## Appendix: An exactly solvable slab model for twin width against grain size

### A.1 General statement

In a clamped grain of size $G$, lamellar 90° twins of width $w$ cost a wall energy $\sigma/w$ per unit volume. They leave an elastic energy in layers of thickness of order $w$ at the grain boundaries, of order $c S^2 w/G$ per unit volume. Here $\sigma$ is the wall energy per area, $c$ an elastic modulus and $S=c_{\rm lat}/a_{\rm lat}-1$ the tetragonal strain. Arlt, Hennings and de With (1985) wrote the elastic term as $c_{11}S^2w/(128\pi G)$, so that

$$w_{\rm Arlt}=\sqrt{128\pi\,\sigma G/(c_{11}S^2)} .\tag{A1}$$

The model below has one displacement component and decouples into Fourier modes. It shows which parts of (A1) are general.

### A.2 Model

Take the two variants with polar axes along [100] and [001]. Relative to their mean, the spontaneous strains are $\pm\,\mathrm{diag}(S/2,0,-S/2)$ to first order in $S$. In the axes $x\parallel[101]$, $y\parallel[010]$, $z\parallel[10\bar1]$ this is the pure shear $\varepsilon_{xz}=\pm S/2$. The walls are planes $x=\text{const}$, and the stress-free twinned shape is a zigzag displacement $u_0(x)$ along $z$ with slope $\pm S$.

The grain is the slab $|y|<G/2$, isotropic with shear modulus $\mu$. It is bonded to two untwinned half-spaces of shear modulus $\mu'$. The displacement $u(x,y)$ along $z$ is then an antiplane problem, with energy densities

$$\tfrac{\mu}{2}\left[(\partial_xu-S\,s(x))^2+(\partial_yu)^2\right]\ \text{inside},\qquad \tfrac{\mu'}{2}|\nabla u|^2\ \text{outside},\tag{A2}$$

where $s=\pm1$ is a square wave of period $2w$. The walls are sharp, straight and neutral (head to tail). The polarisation lies in the plane of the faces, which therefore carry no bound charge from it, and piezoelectric coupling is dropped. The mean strain of the laminate adds a constant independent of $w$, which is omitted.

### A.3 Solution

With $k_n=n\pi/w$ and $n$ odd, $s=\sum_n(4/n\pi)\sin k_nx$, so $u_0=-\sum_nA_n\cos k_nx$ with $A_n=4Sw/(n\pi)^2$. Inside, $u-u_0$ is harmonic, and outside $u$ is harmonic and decays. For one mode,

$$u_{\rm in}=-\Big[A-b\,\frac{\cosh ky}{\cosh(kG/2)}\Big]\cos kx,\qquad u_{\rm out}=-a\,e^{-k(|y|-G/2)}\cos kx .$$

Continuity of displacement gives $a+b=A$. Continuity of traction gives $\mu Tb=\mu'a$, with $T=\tanh(kG/2)$. Integrating (A2) over half of the slab and one half-space gives the energy per area of one face,

$$\frac k4\left(\mu Tb^2+\mu'a^2\right)=\frac{kA^2}{4}\,\frac{\mu T\mu'}{\mu T+\mu'},\tag{A3}$$

the law of two springs in series. For $\mu'=\mu$, $T/(1+T)=(1-e^{-kG})/2$. Using $k_nA_n^2=16S^2w/(\pi n)^3$, two faces, and division by $G$, the total energy per volume of grain is

$$e=\frac{\sigma}{w}+\frac{4\mu S^2w}{\pi^3G}\,F(q),\qquad F(q)=\sum_{n\ \rm odd}\frac{1-e^{-nq}}{n^3},\qquad q=\frac{\pi G}{w}.\tag{A4}$$

In polylogarithms, $F=\tfrac78\zeta(3)-\tfrac12[\mathrm{Li}_3(e^{-q})-\mathrm{Li}_3(-e^{-q})]$.

Define the length $\ell=\sigma/(\mu S^2)$. Then $e/\mu S^2=\ell q/(\pi G)+4F/(\pi^2q)$, and $\partial e/\partial q=0$ gives $\ell/(\pi G)=4H/(\pi^2q^2)$ with $H=F-qF'$. Since $H(0)=0$ and $H'=-qF''=q\,\mathrm{artanh}\,e^{-q}$, the equilibrium is, in parametric form,

$$\frac G\ell=\frac{\pi q^2}{4H(q)},\qquad w=\frac{\pi G}{q},\qquad H(q)=\int_0^q t\,\mathrm{artanh}(e^{-t})\,dt .\tag{A5}$$

The ratio $H/q^2$ falls monotonically from infinity to zero, so each $G$ has exactly one stationary point, which is the minimum.

**Thick grains.** Term by term, $H=\tfrac78\zeta(3)-\sum_{n\,\rm odd}e^{-nq}(n^{-3}+qn^{-2})$. For $q\gg1$ the elastic term of (A4) becomes $K\mu S^2w/G$ with $K=7\zeta(3)/(2\pi^3)=0.1357$, and

$$w=\sqrt{\frac{2\pi^3}{7\zeta(3)}\,\frac{\sigma G}{\mu S^2}}=\sqrt{7.370\,\ell G},\qquad e=\frac{2\sigma}{w}.\tag{A6}$$

This is the square-root law, with relative corrections of order $(1+q)e^{-q}$. For $\mu'\neq\mu$, (A3) with $T\to1$ multiplies $K$ by $2\mu'/(\mu+\mu')$. A rigid surround doubles $K$, and a soft one reduces it towards zero.

**Thin grains.** For $q\ll1$, $F\simeq\pi^2q/8+(q^2/4)[\ln(q/2)-\tfrac32]$. The elastic term tends to $\mu S^2/2$, the energy of the clamped single domain. In the same limit $H\simeq(q^2/4)[\tfrac12-\ln(q/2)]$, so (A5) gives

$$w\simeq\frac{\pi G}{2}\exp\!\Big(\frac{\pi\ell}{G}-\frac12\Big).\tag{A7}$$

### A.4 The end of twinning

A laterally infinite slab never untwins. At small $q$, $e-\mu S^2/2\simeq\mu S^2q\,\{\ell/(\pi G)+[\ln(q/2)-\tfrac32]/\pi^2\}$, and the logarithm makes this negative for small enough $q$. The spacing instead grows exponentially once $G$ falls to a few $\ell$. Equating the thick-grain energy $2\sigma/w$ to $\mu S^2/2$ gives $G=16K\ell=2.17\,\ell$ and $w=4\ell$, so $w/G=1.84$. That crossing lies outside the range of (A6).

For an equiaxed grain the meaningful limit is geometric, since the lamellae have to fit across a width $G$. From (A5):

- $w=G$ ($q=\pi$): $H=0.8728$ and $G_c=8.88\,\ell$.
- $w=G/2$ ($q=2\pi$, one central wall): $H=1.0382$ and $G_c=29.9\,\ell$.

The scaling $G_c\propto\sigma/(\mu S^2)$ is exact, because $\ell$ is the only material length. The coefficient depends on the criterion, and a periodic slab only estimates the energy of one wall in a finite grain.

### A.5 Numbers for BaTiO$_3$

The compiled lattice constants at 300 K (Wikipedia), $a_{\rm lat}=3.994$ Å and $c_{\rm lat}=4.034$ Å, give $S=0.0100$, which is held fixed for all $G$. Typical values serve for the other inputs: $\sigma=0.019$ eV nm$^{-2}$ (3.0 mJ m$^{-2}$), $\mu=\mu'=280$ eV nm$^{-3}$ (45 GPa) and $c_{11}=1030$ eV nm$^{-3}$ (165 GPa). Then $\mu S^2/2=0.014$ eV nm$^{-3}$ and $\ell=0.68$ nm. All numbers below are the model's.

| $G$ (nm) | $w$, model (nm) | $G/w$ | $e/(\mu S^2/2)$ | $w_{\rm Arlt}$ (nm) |
|---|---|---|---|---|
| 300 | 39 | 7.7 | 0.070 | $1.5\times10^2$ |
| 1000 | 71 | 14 | 0.038 | $2.7\times10^2$ |
| 10000 | $2.2\times10^2$ | 45 | 0.012 | $8.6\times10^2$ |

At $G=300$ nm, $q=24$, and (A6) departs from (A5) by less than one part in $10^9$. The model's critical sizes are 6.0 nm ($w=G$) and 20 nm ($w=G/2$). The same two criteria applied to (A1) give 74 nm and $3.0\times10^2$ nm.

### A.6 Comparison with the general statement

The exponent $1/2$, the combination $\sigma G/(cS^2)$ and the scaling of $G_c$ are common to (A1) and (A6). The prefactor is not. Written with $c_{11}$, the factor under the root in (A6) is $c_{11}/(K\mu)=27.1$, against $128\pi=402.1$. The ratio is 14.8 in the elastic coefficient and 3.9 in width. The factor $128\pi$ is therefore no general result of elasticity. Within (A3) it corresponds to $2\mu'/(\mu+\mu')=1/14.8$, or $\mu'/\mu=0.035$. This ratio is fitted and tests nothing. It says that (A1) describes a boundary far more compliant than an untwinned neighbour.

Two terms omitted by the slab geometry rival the one kept. Both arise on the faces normal to $z$ that a finite grain also has, and both are linear in $w/G$ for $w\ll G$.

*Normal misfit.* On these faces the zigzag is normal to the boundary. For equal media, mirror symmetry removes the shear traction. The plane-strain Airy function $B(1+k\zeta)e^{-k\zeta}\cos kx$, with $\zeta$ the depth, gives a pressure amplitude $k^2B$ and a surface displacement amplitude $kB(1-\nu)/\mu$. The stiffness is thus $\mu k/(1-\nu)$ in place of the antiplane $\mu k$. The inputs imply a Poisson ratio $\nu=(c_{11}-2\mu)/[2(c_{11}-\mu)]=0.313$, so this term is 1.46 times the term kept.

*Bound charge.* These faces carry the alternating charge $\pm P/\sqrt2$. A charge mode of amplitude $p_n$ between media of relative permittivity $\epsilon$ stores $p_n^2/(8\epsilon_0\epsilon k_n)$ per area, against $\mu k_nA_n^2/8$ from (A3). With $p_n=(4/n\pi)P/\sqrt2$ the ratio is $P^2/(2\epsilon_0\epsilon\mu S^2)$ for every mode. A typical $P=0.26$ C m$^{-2}$ and an assumed $\epsilon=1000$ give 0.85 if the charge is unscreened.

Added without their piezoelectric cross term, the two contributions multiply $K$ by 3.3 and the width by 0.55, which moves the model further from (A1). The tabulated model widths thus hold only to about a factor of 2.

As typical knowledge, and not as a measurement, twins in BaTiO$_3$ ceramics are roughly 200 nm wide in 1000 nm grains and become rare below a grain size near 300 nm, so the slab model is low by about a factor of 3 in width and by more than tenfold in $G_c$. Several effects outside the model act in the direction of this miss. Twinned neighbours yield by moving their own walls, which lowers $\mu'$. Twins can taper or refine near a boundary, which relieves the misfit and leaves wider lamellae inside. A tetragonality reduced in fine grains lengthens $\ell$ as $S^{-2}$.